**Q:** I want to estimate what it costs to stretch or squash a crystal along one axis at constant volume, with pencil and paper only. My example is a layered form of Al₂O₃, not corundum. Where do I start?

**A:** Start with what the deformation does to the bonds. The axial ratio in this table is c/a divided by its starting value, where c is the cell length along the axis and a the length across it. The energy change is counted from the undistorted cell.

Layered Al2O3 (P-3m1, 5 atoms per cell, a = 3.018 Å, c = 7.575 Å), strained along c at fixed volume and fixed fractional coordinates from a cell not relaxed at this level. Ansatz 0.2.0, plane-wave PAW, LDA on PBE datasets, no spin polarisation, cutoff 420 eV, k mesh 12×12×4, Gaussian smearing 0.05 eV. Energies are free energies; pressure is positive in compression.

```tsv
axial ratio (over its starting value)	energy change (meV/atom)	pressure (GPa)	gap on mesh (eV)
0.8	651.5	12.64	2.827
0.85	329.6	3.61	3.191
0.92	81.7	-4.22	3.009
0.96	18.9	-6.81	2.612
1	0.0	-8.33	2.198
1.05	25.8	-9.01	1.670
1.1	94.8	-8.58	1.136
1.2	324.1	-5.17	0.096
1.3	624.0	0.88	0.000
```

**Q:** The energy has a single minimum at ratio 1. Shouldn't I draw a parabola?

**A:** Near the minimum you can, in almost any variable. Farther out the choice matters. Compare ratio 0.85 with ratio 1.2. A parabola in the logarithm of the ratio, which treats squashing and stretching alike, says that 1.2 should cost 26 % more. In the table the two cost nearly the same, about 330 and 324 meV per atom, so squashing is the harder direction.

**Q:** Why is it harder?

**A:** Each slab of this crystal is held together by straight Al–O–Al bridges that run along c, with Al–O bonds of 1.68 Å. These bonds take the full change of c, whereas the slanted Al–O bonds change less than half as much, and in the opposite sense. Along the axis, the forces point to the bridges as the main loaded part: over the scan the force on an aluminium atom varies by 17 eV/Å, that on an outer oxygen by only 0.2 eV/Å. Sideways loads cancel on every atom by symmetry, so the forces say nothing about those. A bond resists shortening more than lengthening, because repulsion between the atoms grows quickly as they approach, while the pull between them fades as they part.

**Q:** How do I turn that into a formula?

**A:** First find the length c. At constant volume a²c is fixed, so c/c₀ = (axial ratio)^(2/3), where c₀ is the starting length. Next, take the simplest competition between pull and repulsion: an attraction that varies as 1/c and a repulsion that varies as 1/c². If their sum is to have its minimum at c₀, it must be, apart from a constant,

E = K (1 − c₀/c)²

This is the Kratzer form, and K is its only constant. For this crystal K is about 25 eV per atom.

**Q:** Where does the 25 come from?

**A:** It is the rounded result of a least-squares fit to all nine rows, so the rows we are about to work were part of the fit. You could have found it without them. The slope of the formula gives the difference between the stresses across and along the axis, and the computed stresses at 0.96 and 1.05 each return 25.0 eV. For another crystal, one energy or one such stress difference at a small strain would set K in the same way, but whether this form suits another crystal is not tested here.

**Q:** Let me try ratio 0.85. Its square is 0.7225, and the cube root of that is 0.8973, so c has shrunk by about 10 %. Then c₀/c is 1.1144 and the bracket is −0.1144. Squared and multiplied by 25 eV, that gives 0.327 eV.

**A:** That is 327 meV per atom, against 329.6 in the table. Now take the far end, ratio 1.3.

**Q:** The square is 1.69 and its cube root 1.191. The bracket is then 0.1605, and I get 644 meV per atom. The table has 624.

**A:** So you are 3 % too high, and that is the worst row. The other distorted cells are reproduced to about 1 % of their energy change. The logarithmic parabola, also with one fitted constant, misses by up to 20 %. The full comparison is in the output below.

**Q:** With such agreement, may I call K the strength of the bridge bond?

**A:** No. When c grows, the crystal narrows and the contacts across the axis are squeezed, which makes stretching costlier than the bridges alone would. The stresses show how much. From the start to ratio 1.3, the stress across the axis changes by 37 GPa and the stress along it by 46 GPa in the opposite sense, so almost half of the resistance comes from the sides. At ratio 0.8 their share is only about a sixth. The formula lumps both parts into K. The fit also warns you: if the exponent 2/3 is left free, the fit prefers 0.755 and improves, but its prefactor drops to 19 eV. A constant that moves so much with a small change of form is a tool for interpolation, not a bond energy.

**Q:** The table gives a pressure of −8.33 GPa at ratio 1. How can that be the minimum if the cell is under stress?

**A:** Taken at face value, the negative sign means that the cell would like to shrink, though a limited wave cutoff can add to such a tension. Either way, our deformation keeps the volume fixed. What matters here is whether the stress along the axis differs from the stress across it, and at ratio 1 they agree within 0.1 GPa. So it is the minimum for this volume and these fixed fractional coordinates, not for a fully relaxed crystal. The pressure is only an average over the three directions, so it can also hide large stresses. At ratio 1.3 the pressure is close to zero, yet the crystal is pushing outwards sideways with 29 GPa and pulling inwards along the axis with 55 GPa.

**Q:** Could I carry the formula on to a ratio of 1.5?

**A:** I wouldn't. At 1.3 the energy is only 3 % too high, but the stress difference, which is the slope, is already about 9 % too high: 90 GPa against 83 GPa. The error is therefore growing. The gap on the mesh has also closed there, and the mesh was chosen for an insulator, so this row is the least secure of the set. LDA usually gives gaps that are too small, so the true gap may still be open at this ratio. Whether a closing gap softens the crystal is not settled by these numbers.

**Q:** And inside the range, can I use the rule for a real strained crystal?

**A:** Only as an estimate for a frozen deformation, and at the level of this calculation, which ran LDA on PAW datasets made for PBE. The atoms were held at fixed fractional coordinates, so everything along c was scaled by the same factor. That includes the empty space between the slabs, which is about 3 Å high at the start. Real atoms would move: the soft space could take up much of the strain and spare the stiff bridges, and the cost would fall.

**Q:** By how much?

**A:** That is the question this table leaves open. The forces on the aluminium atoms reach almost 13 eV/Å at ratio 0.8, so the atoms are far from rest, but no relaxed energies were computed. Until they are, take 25 eV × (1 − c₀/c)² as the price per atom of straining bonds and empty space alike, and expect a crystal that is free to choose between them to pay less.

Numerical output:

```
fit of energy_change on 9 rows: coefficient of (1-u)**2 24818 +/- 176; rms 6.82, worst 1.3 15, leave-one-out rms 11
fit of energy_change on 9 rows: coefficient of log(axial_ratio)**2 10524 +/- 637; rms 57.5, worst 0.8 -127, leave-one-out rms 93
fit of energy_change on 9 rows: coefficient of (1-axial_ratio**(-s))**2 19366 +/- 32, s 0.755; rms 1.47, worst 1.2 -3.83, leave-one-out rms 4
Hand rule and calculation:
   row    c/c0    1-c0/c  rule meV/atom    miss %  slanted bond change %  across minus along GPa  same by rule GPa
   0.8  0.8618   -0.1604          643.2    -1.277                  5.701                  -127.9            -124.8
  0.85  0.8973   -0.1144          327.4   -0.6753                  4.044                  -86.67            -85.49
  0.92  0.9459  -0.05716          81.69  -0.01629                      2                  -40.68            -40.51
  0.96  0.9732  -0.02759          19.03     0.677                  0.959                  -18.99               -19
   1.0       1         0              0         0                      0                    0.08                 0
  1.05   1.033     0.032          25.61   -0.7537                 -1.094                    20.8             20.77
   1.1   1.066   0.06156          94.75  -0.05094                 -2.083                   38.55             38.73
   1.2   1.129    0.1145          327.5     1.042                 -3.783                   66.21             67.94
   1.3   1.191    0.1605          643.7     3.164                 -5.167                   83.19             90.31
Largest miss of the hand rule, %: 3.164
Largest miss of the hand rule without ratio 1.3, %: 1.277
Largest miss of the logarithmic parabola, %: 19.57
Energy at 0.85 above that at 1.2, %: 1.697
Energy at 0.8 above that at 1.3, %: 4.407
Logarithmic parabola, energy at 1.2 above that at 0.85, %: 25.85
Constant from the stresses at 0.96, eV/atom: 24.98
Constant from the stresses at 1.05, eV/atom: 25.04
Height of the empty space between slabs at the start, angstrom: 3.029
Range of the force on Al over the scan, eV/angstrom: 17.34
Range of the force on outer O over the scan, eV/angstrom: 0.22
```
